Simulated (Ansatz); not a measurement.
# A series in volume per atom on Nb

Periodic Kohn-Sham DFT of a crystal at fixed atoms; pressure and stress are positive in compression; the energy is the free energy less that of spherical unpolarised free atoms; site moments are those in the method's own spheres, positive along +z. The results are calculated, by Ansatz 0.2.0.

Cell of the first row (space group Fm-3m, No. 225):
```
CELL_PARAMETERS angstrom
0.00000 2.07180 2.07180
2.07180 0.00000 2.07180
2.07180 2.07180 0.00000
ATOMIC_POSITIONS crystal
Nb 0.00000 0.00000 0.00000
```

Settings of every row: method frozen-core PAW; functional LDA; relativity scalar; k mesh 13x13x13; filling fermi-dirac; smearing width 0.03 eV; wave cutoff 420 eV; paw set soft_2.

Atom start moment: 0 on all atoms.

Limits: PAW files made with PBE.

```
row  volume per atom (Å³)  pressure (GPa)
  1                17.786          -0.128
  2                18.165          -3.833
  3                18.543           -7.23
  4                18.733          -8.812
  5                18.922         -10.315
  6                19.111               ?
  7                  19.3         -13.092
  8                19.679         -15.584
  9                20.057         -17.822
```

Question: what pressure should row 6 give?

Worked fit of pressure. Take u = (V_r/V)^(2/3) − 1 with V_r = 18.828 Å³ an atom, which is twice the finite (Eulerian) strain; such expansions in the strain, on which the Birch-Murnaghan equation of state is built, carry the rest volume and the bulk modulus. The shown rows have u = 0.03869, 0.02419, 0.01022, 0.00338, -0.00331, -0.01637, -0.02904, -0.04128. Least squares give pressure = −9.5746 + 224.09 × u + 554.82 × u² − 875 × u³ GPa; a parabola predicts inner rows, each left out in turn, worse (root mean square 0.016 against 0.0094 GPa). The rows lie off it by -0.003, 0.009, -0.003, -0.001, -0.005, -0.002, 0.009, -0.004 (root mean square 0.0053 GPa). The withheld row has u = -0.0099, so the fit gives −9.5746 + 224.09 × (-0.0099) + 554.82 × (-0.0099)² − 875 × (-0.0099)³ = -11.738 GPa.

The calculation gave -11.741 GPa. The fit lies 0.003 GPa (0.017 % of the column's range) above it; its largest miss of a shown row is 0.009 GPa.
